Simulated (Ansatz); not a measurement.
# A series in volume scale on La₂O₃

Free energy against uniform scaling of the volume at fixed shape and fractions; periodic cell, basis, potentials, k mesh and filling as listed. The results are calculated, by Ansatz 0.2.0.

The cell before it is scaled or strained (space group P-3m1, No. 164):
```
cell vectors (Å)
   3.9438     0.0000     0.0000
  -1.9719     3.4155     0.0000
   0.0000     0.0000     6.1323
atoms (fractions of the cell vectors)
La  0.66667  0.33333  0.75376
La  0.33333  0.66667  0.24624
O   0.66667  0.33333  0.35411
O   0.33333  0.66667  0.64589
O   0.00000  0.00000  0.00000
```

Settings of every row: functional LDA; dispersion none; potentials PAW; wave cutoff 550 eV; density cutoff 2200 eV; k mesh 6x6x4; k shift 0x0x0; occupations fixed; smearing width 0 eV; spin none.

```csv
row,volume scale,V (Å³/atom),energy above lowest point (meV/atom),pressure (GPa)
1,0.9406,15.539,0,0.81
2,0.9703,16.03,?,?
3,1,16.52,22,-7.53
4,1.0297,17.011,50.1,-10.77
5,1.0594,17.502,87.4,-13.5
```

Question: what energy above lowest point and pressure should row 2 give?

Worked fit of energy above lowest point. Take u = (V_r/V)^(2/3) − 1 with V_r = 16.765 Å³ an atom, which is twice the finite (Eulerian) strain; such expansions in the strain, on which the Birch-Murnaghan equation of state is built, carry the rest volume and the bulk modulus. The shown rows have u = 0.05193, 0.00986, -0.00966, -0.02827. Least squares give energy above lowest point = 34.78 − 1441.5 × u + 14862 × u² meV/atom; a straight line predicts inner rows, each left out in turn, worse (root mean square 15 against 0.024 meV/atom). All shown rows lie on it to the printed digit. Its lowest point lies at u = 0.0485, or V = 15.62 Å³ an atom, and the curvature there gives the bulk modulus at fixed shape and fractions, B = (4/9)(1 + u)² E″(u)/V = 149 GPa. Letting shape and atoms relax would as a rule lower it, by much in layered, chain or molecular crystals. The withheld row has u = 0.03034, so the fit gives 34.78 − 1441.5 × (0.03034) + 14862 × (0.03034)² = 4.7 meV/atom.

The calculation gave 4.6 meV/atom. The fit lies 0.1 meV/atom (2.2 % of the value, 0.11 % of the column's range) above it, one unit of the last digit.

Worked fit of pressure. Take u = (V_r/V)^(2/3) − 1 with V_r = 16.765 Å³ an atom, which is twice the finite (Eulerian) strain; such expansions in the strain, on which the Birch-Murnaghan equation of state is built, carry the rest volume and the bulk modulus. The shown rows have u = 0.05193, 0.00986, -0.00966, -0.02827. Least squares give pressure = −9.216 + 166.14 × u + 518.6 × u² GPa; a straight line predicts inner rows, each left out in turn, worse (root mean square 0.51 against 0.0061 GPa). All shown rows lie on it to the printed digit. The pressure vanishes at u = 0.0482, or V = 15.62 Å³ an atom, and there the bulk modulus at fixed shape and fractions is B = −V dP/dV = (2/3)(1 + u) dP/du = 151 GPa. Letting shape and atoms relax would as a rule lower it, by much in layered, chain or molecular crystals. The withheld row has u = 0.03034, so the fit gives −9.216 + 166.14 × (0.03034) + 518.6 × (0.03034)² = -3.70 GPa.

The calculation gave -3.71 GPa. The fit lies 0.01 GPa (0.07 % of the column's range) above it, one unit of the last digit.
